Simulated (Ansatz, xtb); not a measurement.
Relative energy of two isomers of C3H8GeO

We compare X, `O[C]1([GeH3])CC1`, a singlet, with Y, `O[C@@H]1C[C@H]1[GeH3]`, a singlet. Both are isolated molecules in the gas phase, relaxed with B3LYP/def2-SVP; the shapes shown needn't be the lowest conformers.

X (Å):

```xyz
13

C    -1.2777    1.9776    0.6128
C    -2.1289    0.7233    0.6125
C    -2.2005    1.6934   -0.5403
Ge    0.6775    1.9018    0.3775
O    -1.7024    3.0408    1.4329
H    -1.4614    2.8267    2.3451
H     1.1807    3.1819   -0.3204
H     1.3429    1.8090    1.7714
H     1.0775    0.6633   -0.4568
H    -2.9699    0.7179    1.3126
H    -1.6530   -0.2506    0.4608
H    -3.0819    2.3386   -0.5981
H    -1.7801    1.4044   -1.5083
```

Y (Å):

```yaml
atoms:
  - { symbol: C, position_ang: [-1.4630, 2.4615, 1.2627] }
  - { symbol: C, position_ang: [-1.3432, 2.9562, -0.1378] }
  - { symbol: C, position_ang: [-1.4445, 1.4586, 0.1240] }
  - { symbol: Ge, position_ang: [0.0577, 0.2489, -0.1801] }
  - { symbol: O, position_ang: [-2.6639, 2.7366, 1.9129] }
  - { symbol: H, position_ang: [-2.8199, 2.0374, 2.5618] }
  - { symbol: H, position_ang: [-0.5669, 2.5281, 1.8986] }
  - { symbol: H, position_ang: [-2.2298, 3.4462, -0.5503] }
  - { symbol: H, position_ang: [-0.3904, 3.3828, -0.4668] }
  - { symbol: H, position_ang: [-2.4305, 1.0331, -0.0952] }
  - { symbol: H, position_ang: [1.3626, 0.9589, 0.2471] }
  - { symbol: H, position_ang: [-0.1024, -1.0436, 0.6524] }
  - { symbol: H, position_ang: [0.1667, -0.1356, -1.6721] }
```

Quicker runs give these differences E(Y) − E(X): GFN2-xTB +0.68 kcal/mol; HF/STO-3G −2.83 kcal/mol (at GFN2-xTB geometries); r2SCAN-D4/def2-SVP −1.36 kcal/mol (at GFN2-xTB geometries).

**Question.** Which of the two would you expect CCSD(T)/def2-SVP + ΔMP2/def2-TZVPP electronic energies to favour?

**Answer.** Structure Y; the calculation gives E(Y) − E(X) = −1.95 kcal/mol.

How the difference moves with the method:

```json
{"level": "GFN2-xTB", "geometry": "GFN2-xTB", "E(Y) − E(X) (kcal/mol)": "+0.68", "departure from the last row (kcal/mol)": "+2.63", "job, with rough time for the two": "optimisation, 0.85 s"}
{"level": "HF/STO-3G", "geometry": "GFN2-xTB", "E(Y) − E(X) (kcal/mol)": "−2.83", "departure from the last row (kcal/mol)": "−0.88", "job, with rough time for the two": "single point, 2.4 s"}
{"level": "r2SCAN-D4/def2-SVP", "geometry": "GFN2-xTB", "E(Y) − E(X) (kcal/mol)": "−1.36", "departure from the last row (kcal/mol)": "+0.59", "job, with rough time for the two": "single point, 14 s"}
{"level": "B3LYP/def2-SVP", "geometry": "B3LYP/def2-SVP", "E(Y) − E(X) (kcal/mol)": "−1.53", "departure from the last row (kcal/mol)": "+0.42", "job, with rough time for the two": "optimisation, 2.3 min"}
{"level": "HF/def2-SVP", "geometry": "B3LYP/def2-SVP", "E(Y) − E(X) (kcal/mol)": "−3.00", "departure from the last row (kcal/mol)": "−1.05", "job, with rough time for the two": "part of the CCSD(T) run"}
{"level": "MP2/def2-SVP", "geometry": "B3LYP/def2-SVP", "E(Y) − E(X) (kcal/mol)": "−1.51", "departure from the last row (kcal/mol)": "+0.44", "job, with rough time for the two": "part of the CCSD(T) run"}
{"level": "CCSD(T)/def2-SVP", "geometry": "B3LYP/def2-SVP", "E(Y) − E(X) (kcal/mol)": "−1.44", "departure from the last row (kcal/mol)": "+0.51", "job, with rough time for the two": "single point"}
{"level": "CCSD(T)/def2-SVP + ΔMP2/def2-TZVPP", "geometry": "B3LYP/def2-SVP", "E(Y) − E(X) (kcal/mol)": "−1.95", "departure from the last row (kcal/mol)": "", "job, with rough time for the two": "single point, 3.1 min"}
```

As drawn, both hold the same kinds of bond in the same numbers.

GFN2-xTB puts the two in the other order. The largest departure from CCSD(T)/def2-SVP + ΔMP2/def2-TZVPP is that of GFN2-xTB, 2.63 kcal/mol. The last row adds to CCSD(T) the change of the MP2 difference between the two basis sets, here −0.51 kcal/mol.

With thermal terms from frequencies at re-optimised GFN2-xTB minima (ideal gas, soft modes damped towards free rotors, one conformer each, 298.15 K, 1 atm): on the last row, ΔE + ΔZPE = −1.64, ΔH = −1.75, ΔG = −1.70 kcal/mol.

The correlated steps freeze 13 core orbitals; the filled d shell of Ge is correlated, in a basis made for valence electrons. Mirror images aren't counted in ΔG. Run with Ansatz 0.2.0, xtb 6.7.1; the last row on 2 threads of AMD EPYC (Zen 3) on a shared host.

Moving the germyl group from the carbinol carbon to the neighbouring ring carbon, trans to the hydroxyl, gives a modest energetic preference for Y. Since bond types and the three-membered ring are common to both isomers, the difference reflects substituent placement rather than a gain in bond count or relief of gross ring strain. Y avoids crowding both groups onto one carbon, and its vicinal arrangement probably also allows some donation from the polarisable C–Ge bond into the C–O antibonding orbital, the familiar β-effect of heavier group 14 substituents.

At fixed geometry and basis, correlation narrows the preference from −3.00 to −1.44 kcal/mol, probably because the more compact geminal isomer gains more from correlation between nearby electron pairs. MP2 already recovers nearly all of this shift. Vibrational and entropic terms largely cancel, as expected for two rings with similar rotors, so the free energy keeps the electronic order. The preference can't be carried over to the cis diastereomer of Y, where the two substituents share a ring face.
